**Averaged fine structure in the 3p ionisation energies of 13-electron ions**

The table holds ionisation energies of six ions from P2+ to Bi70+ from scalar-relativistic spin-polarised LDA (difference of total energies) and configuration-averaged Dirac-Fock, beside NIST values for the lowest level. The program tests three causes of the deficit at high $Z$: a self-interaction term proportional to $1/\langle r\rangle$, the Breit and QED shifts of the Dirac-Fock runs, and two-thirds of the 3p spin-orbit splitting from a screened Dirac formula whose one constant is fixed by the W61+ orbital splitting. The $1/\langle r\rangle$ law describes the gap between eigenvalue and energy difference within a spread of 3.6 % but leaves 106 eV rms on the error, and the Breit and QED shifts have the wrong sign. The splitting supplies 94 % of the LDA deficit at W61+ and Bi70+. The same correction puts Tc30+ and Pd33+ about twice their stated uncertainties above the semi-empirical table values, a misfit that the output leaves open.

Calculated values. Ions with configuration [Ne] 3s² 3p¹ in spin-polarised scalar-relativistic LDA (VWN5), from Quantum ESPRESSO 7.5 (ld1.x), with spherical densities and a point nucleus. Ionisation energies are total-energy differences. The Dirac-Fock column is from a B-spline radial atomic code, version 1 (Dirac-Coulomb, configuration average, Fermi nucleus, no Breit or QED terms).

## The fit in Python

```python
# Table: 3p ionisation energies (eV) of 13-electron ions; ld1.x scalar-relativistic spin-polarised LDA-VWN5
# (difference of total energies), configuration-averaged Dirac-Fock (DF), NIST values for the lowest level.
# Tested: is the deficit at high Z due to (A) LDA self-interaction ~ 1/<r>, (B) Breit/QED, (C) averaged 3p splitting?
T = {
    'ion': ['P2+', 'Ni15+', 'Tc30+', 'Pd33+', 'W61+', 'Bi70+'],
    'Z': [15, 28, 43, 46, 74, 83],
    'charge': [2, 15, 30, 33, 61, 70],  # e
    'ionisation_energy': [30.1798, 496.708, 1686.89, 2010.24, 6472.87, 8496.22],  # eV
    'minus_highest_eigenvalue': [24.897, 479.37, 1656.2, 1976.9, 6414.8, 8430.3],  # eV
    'highest_level_mean_radius': [1.9561, 0.61616, 0.3491, 0.321, 0.18055, 0.15717],  # bohr
    'nist': [30.20264, 495.4, 1689.0, 2016.0, 6735.0, 8950.0],  # eV
    'nist_kind': ['measured', 'semi-empirical', 'semi-empirical', 'semi-empirical', 'semi-empirical', 'theory'],
    'nist_unc': [9e-05, 1.7, 8.0, 9.0, 7.0, 60.0],  # eV
    'error': [-0.0229, 1.31, -2.11, -5.76, -262, -454],  # eV
    'ie_hf': [29.423, 495.07, 1685.1, 2008.7, 6489.2, 8535.7],  # eV
}
import numpy as np
from scipy.constants import alpha, physical_constants as pc
from scipy.optimize import brentq
Ha = pc['Hartree energy in eV'][0]
mc2 = pc['electron mass energy equivalent in MeV'][0]*1e6
g = lambda k: np.array(T[k], float)
ion, Z, ie, eig = T['ion'], g('Z'), g('ionisation_energy'), g('minus_highest_eigenvalue')
r, nist, unc, hf = g('highest_level_mean_radius'), g('nist'), g('nist_unc'), g('ie_hf')
# further outputs of the same runs (not table columns)
corr = np.array([-0.7827182, -0.5070195, -4.90177, -8.662252, -253.5132, -426.1073])  # DF+Breit+QED+recoil - NIST, eV
e32 = np.array([29.63908, 494.1665, 1675.755, 1995.686, 6366.493, 8322.229])  # DF -eps(3p3/2), eV
w12, w32 = 247.5365, 233.9643  # W61+ DF -eps(3p1/2), -eps(3p3/2), hartree
b12, b32 = 10.74699+0.6237476-0.1125252, 6.746993+0.8948818-0.008487814  # W61+ Breit+QED level shifts, eV
s_lda = [51.53898, 570.041, 1836.824, 2180.167, 7016.98]  # next ion, 3s electron: LDA IE, eV
s_ref = [51.44387, 571.07, 1838, 2181, 7000]  # NIST values given with those runs, eV
iP, iW, iB = ion.index('Pd33+'), ion.index('W61+'), ion.index('Bi70+')
err, ehf = ie-nist, hf-nist
print('ion | LDA-NIST eV | % | DF-NIST eV | LDA-DF eV | NIST unc eV | kind')
for i, n in enumerate(ion):
    print(f"{n} | {err[i]:.2f} | {100*err[i]/nist[i]:.2f} | {ehf[i]:.2f} | {ie[i]-hf[i]:.2f} | {unc[i]:g} | {T['nist_kind'][i]}")
print('rounding of the DF column: 0.0005 eV (P2+) to 0.05 eV (Tc30+ and heavier)')
gap = ie-eig
a = -np.sum(err/r)/np.sum(1/r**2)
resA = err+a/r
print(f'A: fit error = -a/<r>, a = {a:.1f} eV bohr, rms residual {np.sqrt(np.mean(resA**2)):.0f} eV')
print('ion | IE+eps eV | -eps/IE | (IE+eps)*<r> eV bohr | residual of fit eV')
for i, n in enumerate(ion):
    print(f'{n} | {gap[i]:.2f} | {eig[i]/ie[i]:.3f} | {gap[i]*r[i]:.2f} | {resA[i]:.1f}')
c = gap*r
print(f'(IE+eps)*<r>: mean {c.mean():.2f} eV bohr, full spread {100*np.ptp(c)/c.mean():.1f} %')
def E(z, k):
    return mc2/np.sqrt(1+(z*alpha/(3-k+np.sqrt(k*k-(z*alpha)**2)))**2)
split = lambda z: E(z, 2)-E(z, 1)
DW = (w12-w32)*Ha
sig = brentq(lambda s: split(Z[iW]-s)-DW, 0, 12)
Dm, Do, bq = split(Z-sig), 3*(hf-e32), corr-ehf
relax = w32*Ha+DW/3-hf[iW]
print(f'C: W61+ DF splitting {DW:.1f} eV, 2/3 = {2*DW/3:.1f} eV, Dirac screening sigma = {sig:.2f}')
print(f'W61+ relaxation (mean -eps less IE) {relax:.2f} eV; orbital estimate low by about {3*relax:.1f} eV')
print('ion | B: Breit+QED shift eV | split Dirac model eV | split orbital est. eV | 2/3 model | 2/3 est.')
for i, n in enumerate(ion):
    print(f'{n} | {bq[i]:.3f} | {Dm[i]:.2f} | {Do[i]:.2f} | {2*Dm[i]/3:.2f} | {2*Do[i]/3:.2f}')
print('after adding 2/3 split, less NIST, eV: ion | LDA model | LDA est. | DF+B model | DF+B est. | unc')
for i, n in enumerate(ion):
    m, o = 2*Dm[i]/3, 2*Do[i]/3
    print(f'{n} | {err[i]+m:.2f} | {err[i]+o:.2f} | {corr[i]+m:.2f} | {corr[i]+o:.2f} | {unc[i]:g}')
print(f'C rms residual of LDA (Dirac model) {np.sqrt(np.mean((err+2*Dm/3)**2)):.0f} eV')
shW, shB = -2*DW/3/err[iW], -2*Do[iB]/3/err[iB]
print(f'share of LDA deficit from 2/3 split: W61+ {100*shW:.0f} %, Bi70+ {100*shB:.0f} %')
sl = lambda y, i, j: np.log(y[j]/y[i])/np.log(Z[j]/Z[i])
lo, hi = [np.log((-err[iB]+s*unc[iB])/(-err[iW]-s*unc[iW]))/np.log(Z[iB]/Z[iW]) for s in (-1, 1)]
print(f'log slope in Z, W to Bi: error {sl(err,iW,iB):.1f} (range {lo:.1f} to {hi:.1f}), split est. {sl(Do,iW,iB):.1f}, 1/<r> {sl(1/r,iW,iB):.1f}')
print(f'log slope in Z, Pd to W: error {sl(err,iP,iW):.1f}, split est. {sl(Do,iP,iW):.1f}, 1/<r> {sl(1/r,iP,iW):.1f}')
extra = b12-(b12+2*b32)/3
print(f'W61+ Breit+QED for 3p1/2 beyond the mean {extra:.1f} eV; DF residual then {corr[iW]+2*DW/3-extra:.1f} eV')
print(f'(LDA-DF)/split: W61+ {(ie[iW]-hf[iW])/Do[iW]:.3f}, Bi70+ {(ie[iB]-hf[iB])/Do[iB]:.3f}; (Z alpha)^2 {(Z[iW]*alpha)**2:.3f}, {(Z[iB]*alpha)**2:.3f}')
print('3s control LDA-NIST eV (P3+ Ni16+ Tc31+ Pd34+ W62+): ' + ' '.join(f'{x-y:+.2f}' for x, y in zip(s_lda, s_ref)))
assert np.all(bq < 0) and np.abs(bq).max() < 0.1*abs(err[iB])
assert np.ptp(c)/c.mean() < 0.06
assert abs(Dm[iB]/Do[iB]-1) < 0.05
assert 0.85 < shW < 1.05 and 0.85 < shB < 1.05
```

Running it gives:

```
ion | LDA-NIST eV | % | DF-NIST eV | LDA-DF eV | NIST unc eV | kind
P2+ | -0.02 | -0.08 | -0.78 | 0.76 | 9e-05 | measured
Ni15+ | 1.31 | 0.26 | -0.33 | 1.64 | 1.7 | semi-empirical
Tc30+ | -2.11 | -0.12 | -3.90 | 1.79 | 8 | semi-empirical
Pd33+ | -5.76 | -0.29 | -7.30 | 1.54 | 9 | semi-empirical
W61+ | -262.13 | -3.89 | -245.80 | -16.33 | 7 | semi-empirical
Bi70+ | -453.78 | -5.07 | -414.30 | -39.48 | 60 | theory
rounding of the DF column: 0.0005 eV (P2+) to 0.05 eV (Tc30+ and heavier)
A: fit error = -a/<r>, a = 47.4 eV bohr, rms residual 106 eV
ion | IE+eps eV | -eps/IE | (IE+eps)*<r> eV bohr | residual of fit eV
P2+ | 5.28 | 0.825 | 10.33 | 24.2
Ni15+ | 17.34 | 0.965 | 10.68 | 78.3
Tc30+ | 30.69 | 0.982 | 10.71 | 133.7
Pd33+ | 33.34 | 0.983 | 10.70 | 142.0
W61+ | 58.07 | 0.991 | 10.48 | 0.5
Bi70+ | 65.92 | 0.992 | 10.36 | -152.1
(IE+eps)*<r>: mean 10.55 eV bohr, full spread 3.6 %
C: W61+ DF splitting 369.3 eV, 2/3 = 246.2 eV, Dirac screening sigma = 4.77
W61+ relaxation (mean -eps less IE) 0.40 eV; orbital estimate low by about 1.2 eV
ion | B: Breit+QED shift eV | split Dirac model eV | split orbital est. eV | 2/3 model | 2/3 est.
P2+ | -0.003 | 0.15 | -0.65 | 0.10 | -0.43
Ni15+ | -0.177 | 3.98 | 2.71 | 2.65 | 1.81
Tc30+ | -1.002 | 30.18 | 28.03 | 20.12 | 18.69
Pd33+ | -1.362 | 41.19 | 39.04 | 27.46 | 26.03
W61+ | -7.713 | 369.32 | 368.12 | 246.21 | 245.41
Bi70+ | -11.807 | 637.49 | 640.41 | 424.99 | 426.94
after adding 2/3 split, less NIST, eV: ion | LDA model | LDA est. | DF+B model | DF+B est. | unc
P2+ | 0.08 | -0.46 | -0.68 | -1.21 | 9e-05
Ni15+ | 3.96 | 3.12 | 2.15 | 1.30 | 1.7
Tc30+ | 18.01 | 16.58 | 15.22 | 13.79 | 8
Pd33+ | 21.70 | 20.27 | 18.80 | 17.37 | 9
W61+ | -15.92 | -16.72 | -7.30 | -8.10 | 7
Bi70+ | -28.79 | -26.84 | -1.12 | 0.83 | 60
C rms residual of LDA (Dirac model) 18 eV
share of LDA deficit from 2/3 split: W61+ 94 %, Bi70+ 94 %
log slope in Z, W to Bi: error 4.8 (range 3.3 to 6.1), split est. 4.8, 1/<r> 1.2
log slope in Z, Pd to W: error 8.0, split est. 4.7, 1/<r> 1.2
W61+ Breit+QED for 3p1/2 beyond the mean 2.4 eV; DF residual then -9.7 eV
(LDA-DF)/split: W61+ -0.044, Bi70+ -0.062; (Z alpha)^2 0.292, 0.367
3s control LDA-NIST eV (P3+ Ni16+ Tc31+ Pd34+ W62+): +0.10 -1.03 -1.18 -0.83 +16.98
```
